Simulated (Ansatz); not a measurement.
Thermal expansion of Au from its phonons

These are results of Ansatz, DFT LDA, scalar-relativistic, plane waves, PAW, not measurements. Cutoff 420 eV, 20×20×20 k-points (Γ-centred), Fermi-Dirac smearing of 0.15 eV. No spin polarisation. Phonons by linear response, acoustic sum rule imposed.

Equilibrium structure at this level:
```
Au
1.0
     0.00000    2.02398    2.02398
     2.02398    0.00000    2.02398
     2.02398    2.02398    0.00000
Au
1
Cartesian
  0.0000 0.0000 0.0000
```

In a metal, frequencies depend on the k mesh and the smearing, soft modes most. Spin–orbit coupling is left out, which can shift energies with elements as heavy as these.

Phonons on a 2×2×2 q mesh at 0.98, 1 and 1.02 times the equilibrium volume give γ = −d ln ν/d ln V, modes matched by rank. The cell has V = 16.58 Å³ with 1 atom and B = 194 GPa. Points of the mesh (fractions of the reciprocal vectors) with their weights out of 8; the acoustic modes at Γ are left out:

| q | weight | ν (cm⁻¹) | γ | degeneracy |
| --- | --- | --- | --- | --- |
| 0.00 0.00 -0.50 | 4 | 61 | 2.75 | 2 |
| 0.00 0.00 -0.50 | 4 | 159 | 2.95 | 1 |
| 0.00 -0.50 -0.50 | 3 | 89 | 3.28 | 2 |
| 0.00 -0.50 -0.50 | 3 | 155 | 2.95 | 1 |

Q: Work out the volume expansion coefficient at 50, 100, 300 and 800 K in Grüneisen's theory.

A: Each mode holds c = k_B x² eˣ/(eˣ − 1)², x = hcν/k_BT (k_B = 0.695 cm⁻¹/K). Weighted over the mesh, C_V = Σ c, γ̄ = Σ cγ/C_V and α_V = γ̄ C_V/(BV):
| T (K) | C_V (k_B a cell) | γ̄ | α_V (10⁻⁶/K) |
| --- | --- | --- | --- |
| 50 | 1.43 | 2.94 | 18.0 |
| 100 | 2.18 | 2.96 | 27.6 |
| 300 | 2.57 | 2.97 | 32.6 |
| 800 | 2.62 | 2.97 | 33.3 |

The classical limit of C_V is 3n = 3 k_B, less the 3/8 k_B of the three modes left out, which leaves C_V and α_V about 12 % low even at high temperature. All γ are positive, so the crystal expands at every temperature. For a cubic crystal the linear coefficient is a third of α_V. A mesh this coarse misses long acoustic waves, so the low-temperature rows are rough; B and γ are held at their static values, and the electrons' part is left out.

Q: The zero-point energy of the cell, summed on a denser interpolated mesh, is 18.995, 17.908 and 16.852 meV at the three volumes. How far does it expand the lattice at 0 K?

A: P_zp = −dE_zp/dV = 2.143 meV / (0.663 Å³) × 0.16022 GPa Å³/meV = 0.518 GPa, so ΔV/V = P_zp/B = 0.27 %. This share is taken off a measured low-temperature volume before it is compared with a static calculation.

Cost: 6 runs of about 11 core-minutes in all, on Intel Xeon Processor @ 2.50GHz (Skylake/Cascade Lake) (shared hosts).

The temperature dependence of the expansion comes almost entirely from the heat capacity: γ̄ barely moves between 50 and 800 K, while α_V follows C_V and is nearly saturated at 300 K. Gold's heavy atoms keep all the sampled frequencies low, so these modes are close to classical by room temperature. The Grüneisen parameters are large throughout but don't follow frequency: the softest pair, at 61 cm⁻¹, has the smallest γ, and the pair at 89 cm⁻¹ the largest. Their size probably reflects the steep short-range repulsion between filled 5d shells, which weakens quickly as the lattice expands and softens the restoring forces.

The room-temperature expansion is below the measured value for gold, by more than the omitted modes explain. LDA overbinding is a likely contributor, since it shortens the bonds and raises the bulk modulus that divides the thermal pressure. The agreement of γ̄ with the familiar experimental value of about three therefore doesn't by itself validate α_V.
